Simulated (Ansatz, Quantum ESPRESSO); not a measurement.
## Fitting the PBE energy curve of GaF

Symmetry: Pm-3m, No. 221, cubic system. The conventional cell has a = 3.166 Å, b = 3.166 Å, c = 3.166 Å, α = 90.00°, β = 90.00°, γ = 90.00°. Around Ga (site symmetry m-3m) lie 8 F at 2.74 Å. Around F (site symmetry m-3m) lie 8 Ga at 2.74 Å.

The cell comes from a database or a generator and needn't be the stable form of this composition.

The cell was scaled at fixed shape and fractions and run with Quantum ESPRESSO, SSSP 1.3 efficiency PBE, cutoff 952 eV; PBE, k mesh 8 × 8 × 8 on the cell of 2 atoms, fermi-dirac occupations of 0.05 eV, no spin polarisation, no spin-orbit coupling. Energies are those that the program minimises, any entropy of the smearing included.

| V (Å³/atom) | energy over the lowest row (meV/atom) |
| --- | --- |
| 14.9141 | 8.946 |
| 15.2314 | ? |
| 15.5488 | 0.997 |
| 15.8661 | 0.000 |
| 16.1834 | 0.778 |
| 16.5007 | 3.140 |
| 16.8181 | 6.937 |

Problem. Fit the third-order Birch-Murnaghan form, give V0, B0 and B′, and predict the energy left open.

Solution. With y = (V0/V)^(2/3), E = E0 + (9 V0 B0/16) [(y - 1)³ B′ + (y - 1)² (6 - 4y)]. Least squares through the rows shown give V0 = 15.8804 Å³/atom, E0 = 0.007 meV, B0 = 44.03 GPa (1 eV/Å³ = 160.218 GPa) and B′ = 3.85, with a largest miss of 0.009 meV. At V = 15.2314 the form with these constants gives 3.905 meV; the run gave 3.918 meV an atom. Other set-ups at this level, from all their volumes (Å³/atom, GPa): Ansatz, Ansatz PAW (earlier soft set): V0 15.891, B0 43.91.

The curve describes a soft solid: B0 is 44.03 GPa, and compression costs more than an equal expansion, as expected when short-range repulsion rises faster than cohesion falls away. B′ of 3.85 is close to the value at which the third-order term vanishes, so the asymmetry is ordinary for this equation of state. The withheld energy is recovered closely, but it lies inside the fitted range and so tests interpolation rather than behaviour at high pressure.

The softness probably reflects the long, weak Ga–F contacts of 2.74 Å and the low charges of formal Ga(I) and fluoride. Ga(I) keeps its 4s pair, which in many compounds favours an off-centre site with a few short bonds. Here inversion symmetry at Ga forbids the on-site s–p mixing that would make the pair lopsided, leaving a large, evenly surrounded cation. Because uniform scaling preserves that symmetry, the smooth minimum and positive bulk modulus show resistance to volume change only, not to shear or to off-centring of Ga.
